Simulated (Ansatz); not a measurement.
## Correcting a cheap level on S-containing molecules

The vertical ionisation energy (cation less neutral) in eV of 6 S-containing molecules: x at B3LYP-D4/def2-TZVPP, y at CCSD(T)/def2-TZVPP. Shapes, held fixed at every level: PBE0-D4/def2-TZVP. Flexible molecules stand in one conformer, not always the lowest. Programs: Ansatz 0.2.0.

```
                         molecule  x (eV)  y (eV)
P4S3 (tetraphosphorus trisulfide)    8.98    9.04
              CH4S (methanethiol)    9.40    9.37
                        InH3(SH2)    9.86    9.98
                 H2S2 (SMILES SS)    9.93       ?
     S2F2 (Thio-thionyl fluoride)   10.55   10.48
          SOF2 (thionyl fluoride)   12.47   12.47
```

Problem. Fit y = c + s·x to the known rows and predict y for H2S2.

Solution. 
1. Means of the 5 rows: x = 10.2520, y = 10.268.
2. Σ(Δx)² = 7.5059, Σ(Δx·Δy) = 7.3872, so the slope is 7.3872/7.5059 = 0.98419.
3. Intercept: 10.268 − (0.98419) × 10.2520 = 0.178. The largest residual of the fit is 0.098.
4. H2S2: 0.178 + 0.98419 × 9.93 = 9.95 eV.

CCSD(T)/def2-TZVPP gives 9.97 eV, so the prediction is off by -0.02 eV, within the largest residual. Uncorrected, B3LYP-D4/def2-TZVPP misses H2S2 by -0.04 eV, and the other rows by 0.06 on average. The line removes about 50 % of this miss, partly by chance. Left out in turn, the other rows are missed by 0.10 eV on average, worse than no correction. Cations run unrestricted. T1 is large for P4S3 (0.022), so single-reference values are less sure there. For atoms past krypton def2 sets carry core potentials with scalar relativity. Outer-core shells of In are correlated, in sets that cover them unevenly.

The ionisation energies differ far more between molecules than between methods. The clearest chemical contrast is between the isovalent pair S2F2 and SOF2, at 10.48 and 12.47 eV with CCSD(T). Replacing the terminal sulfur by oxygen swaps a diffuse, loosely held 3p lone pair for a compact 2p one on a more electronegative atom, so the outermost electron is bound more tightly. In methanethiol the electron leaves an essentially non-bonding sulfur 3p orbital, whereas in InH3(SH2) the hole probably has substantial In–H bonding character, so the set mixes different kinds of ionisation.

This may be why B3LYP shows no common offset: it lies below CCSD(T) for InH3(SH2), above it for methanethiol and S2F2, and level with it for SOF2. A straight line in x cannot remove errors that change sign between molecules of similar ionisation energy. The slope also leans heavily on SOF2, which stands far from the other rows, so its closeness to one doesn't establish a general scaling law for sulfur compounds.
